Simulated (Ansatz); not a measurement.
**YIn: from λ and ω_log to T_c, calculated with Ansatz**

Space group Pm-3m (No. 221), 2 atoms in the cell of the first input below: a = 3.705 Å, b = 3.705 Å, c = 3.705 Å, α = 90.00°, β = 90.00°, γ = 90.00°.

The cell was built from a prototype of a structure type listed for this compound, relaxed without spin–orbit coupling to zero pressure (pressure 0.0 GPa with this functional, without spin–orbit coupling). Functional: PBEsol.

Input:

```yaml
crystal:
  lattice:
    - [3.7053621481, 0.0, 0.0]
    - [0.0, 3.7053621481, 0.0]
    - [0.0, 0.0, 3.7053621481]
  atoms:
    - { symbol: "Y", position: [0.0, 0.0, 0.0] }
    - { symbol: In, position: [0.5, 0.5, 0.5] }
basis:
  ecutwfc: 420
  ecutrho_ratio: 4
kpoints:
  mp_grid: { grid: [10, 10, 10] }
hamiltonian:
  xc: pbesol
scf:
  occupations: { method: methfessel_paxton, width: 0.2 }
output: {}
phonons:
  supercell: [2, 2, 2]
  qpath:
    path:
      - [[0.0, 0.0, 0.0], [0.0, 0.5, 0.0], [0.5, 0.5, 0.0], [0.0, 0.0, 0.0], [0.5, 0.5, 0.5], [0.0, 0.5, 0.0]]
      - [[0.5, 0.5, 0.5], [0.5, 0.5, 0.0]]
    npoints: 6
  electrical_resistivity: { mesh: [20, 20, 20], temperatures: [50, 100, 200, 300, 500] }
  superconductivity: { mesh: [20, 20, 20], eliashberg_equations: false }
```

```bash
ansatz run input.yaml --threads 8 --pin off --max-ram 15360MiB --backend cpu --events-out ev --progress --plain --runs-dir out
```

Time: 38 s on 8 threads of Intel(R) Xeon(R) Platinum 8488C (Sapphire Rapids) (shared host), peak memory 2.6 GiB.

On the finest mesh λ = 0.2194, ω_log = 9.773 meV, N(E_F) = 0.497 states per eV, spin and cell. λ by mesh: 20×20×20 0.219, 10×10×10 0.221, 5×5×5 0.237. ω_log by mesh: 9.77, 9.78, 10.99 meV.

**Question.** What T_c does McMillan's formula in the Allen–Dynes form give for μ* = 0.10?

**Answer.** T_c = (ω_log/1.2) exp[−1.04(1+λ)/(λ − μ*(1+0.62λ))] = (113.41 K/1.2) × exp(−1.2682/0.1058) = a value under 10^-3 K, that is no superconductivity at this level.

Caveats: no spin-orbit coupling, which matters for these elements; small supercell, couplings not converged in it.

YIn comes out as a weak-coupling metal, and the vanishing T_c stems from the exponent rather than the phonon energy scale. With λ = 0.2194, the phonon-mediated attraction only modestly exceeds the effective Coulomb repulsion, leaving 0.1058 in the denominator. Soft phonons normally favour a large λ, since the coupling varies inversely with the mean squared phonon frequency. A small λ alongside ω_log = 9.773 meV therefore suggests a weak electronic contribution, probably from a modest density of states at the Fermi level combined with small electron-phonon matrix elements.

The change in λ between the two finest meshes is too small to alter this picture. T_c itself is much less certain than λ, because near this cancellation small shifts in λ or μ* change it by large factors. The result supports negligible phonon-mediated superconductivity at ordinary cryogenic temperatures, but not a strictly normal ground state, as the formula still gives a finite T_c.
